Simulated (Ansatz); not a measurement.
## A series in volume scale on AlRu

All results are calculated (Ansatz 0.2.0). Free energy against uniform scaling of the volume at fixed shape and fractions; periodic cell, basis, potentials, k mesh and filling as listed.

The cell before it is scaled or strained (space group Pm-3m, No. 221):
```
cell vectors (Å)
   2.9916     0.0000     0.0000
   0.0000     2.9916     0.0000
   0.0000     0.0000     2.9916
atoms (fractions of the cell vectors)
Al  0.00000  0.00000  0.00000
Ru  0.50000  0.50000  0.50000
```

Settings of every row: functional LDA; dispersion none; potentials all-electron LAPW; k mesh 10x10x10; k shift 0x0x0; occupations cold; smearing width 0.1 eV; spin none.

Limits: coarse k mesh, up to 40 meV an atom off.

| row | volume scale | V (Å³/atom) | energy above lowest point (meV/atom) |
| --- | --- | --- | --- |
| 1 | 0.92 | 12.316 | 19.6 |
| 2 | 0.96 | 12.851 | 0 |
| 3 | 1 | 13.387 | ? |
| 4 | 1.04 | 13.922 | 52.6 |
| 5 | 1.08 | 14.458 | 112.9 |

Question: what energy above lowest point should row 3 give?

Worked fit of energy above lowest point. Take u = (V_r/V)^(2/3) − 1 with V_r = 13.387 Å³ an atom, which is twice the finite (Eulerian) strain; such expansions in the strain, on which the Birch-Murnaghan equation of state is built, carry the rest volume and the bulk modulus. The shown rows have u = 0.05716, 0.02762, -0.02579, -0.05002. Least squares give energy above lowest point = 13.18 − 1012.8 × u + 19656 × u² meV/atom; a straight line predicts inner rows, each left out in turn, worse (root mean square 33 against 0.54 meV/atom). The rows lie off it by 0.1, -0.2, 0.2, -0.1. Its lowest point lies at u = 0.0258, or V = 12.89 Å³ an atom, and the curvature there gives the bulk modulus at fixed shape and fractions, B = (4/9)(1 + u)² E″(u)/V = 229 GPa. The withheld row has u = 0, so the fit gives 13.18 − 1012.8 × (0) + 19656 × (0)² = 13.2 meV/atom.

The calculation gave 13.2 meV/atom. The fit meets it to the printed digit.
